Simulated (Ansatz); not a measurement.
**Calibrating PBE-D4/def2-TZVPP on molecular compounds of Ge**

The vertical ionisation energy (cation less neutral) in eV of 6 molecular compounds of Ge: x at PBE-D4/def2-TZVPP, y at CCSD(T)/def2-TZVPP. Shapes, held fixed at every level: PBE0-D4/def2-TZVP. Flexible molecules stand in one conformer, not always the lowest. Programs: Ansatz 0.2.0.

| molecule | x (eV) | y (eV) |
| --- | --- | --- |
| C3H8Cl3GeN (SMILES CC[N](C)[Ge]([Cl])([Cl])[Cl]) | 8.72 | 9.03 |
| Ge(CH3)(SiH3)Cl2 | 9.47 | 10.13 |
| GeSi2NH7ClF (SMILES [F][GeH]([Cl])[N]([SiH3])[SiH3]) | 9.48 | 10.11 |
| GeH3I (SMILES [GeH3][I]) | 9.66 | 9.79 |
| GeH2ICl (SMILES [Cl][GeH2][I]) | 9.75 | ? |
| GeH2F2 (difluorogermane) | 12.04 | 13.03 |

Problem. Fit y = c + s·x to the known rows and predict y for GeH2ICl.

Solution. 
1. Means of the 5 rows: x = 9.8740, y = 10.418.
2. Σ(Δx)² = 6.3875, Σ(Δx·Δy) = 7.6314, so the slope is 7.6314/6.3875 = 1.1947.
3. Intercept: 10.418 − (1.1947) × 9.8740 = -1.378. The largest residual of the fit is 0.37.
4. GeH2ICl: -1.378 + 1.1947 × 9.75 = 10.27 eV.

CCSD(T)/def2-TZVPP gives 10.06 eV, so the prediction is off by +0.21 eV, within the largest residual. Uncorrected, PBE-D4/def2-TZVPP misses GeH2ICl by -0.31 eV, and the other rows by 0.54 on average. The line overshoots: the miss goes from -0.31 to +0.21. GeH2F2 lies far out in x and weighs most in the slope. Left out in turn, the other rows are missed by 0.26 eV on average, so much of the error is systematic among these molecules. Cations run unrestricted. For atoms past krypton def2 sets carry core potentials with scalar relativity. Relativity is left out for Ge. Outer-core shells of Ge, I are correlated, in sets that cover them unevenly.

PBE-D4 puts every ionisation energy below CCSD(T), but the shortfall does not simply grow with the energy itself. GeH3I has a higher x than the amine and the two silyl compounds, yet needs the smallest correction, and it lies furthest below the fitted line. GeH2ICl falls below the line too, which suggests that the overshoot reflects the kind of orbital ionised rather than random scatter.

In the iodides the electron leaves mainly an iodine 5p lone pair, so the hole sits largely on one soft, diffuse atom. In GeH2F2 it comes from a more tightly bound level that mixes fluorine lone pairs with Ge–H and Ge–F bonding. A semilocal functional tends to overstabilise a hole spread in this way, which probably accounts for much of the larger shortfall there. The slope therefore partly encodes a change in orbital character and is no general law for germanium compounds. Agreement with CCSD(T) would not by itself secure agreement with experiment for the iodides, where spin-orbit coupling in the cation lowers the first ionisation threshold.
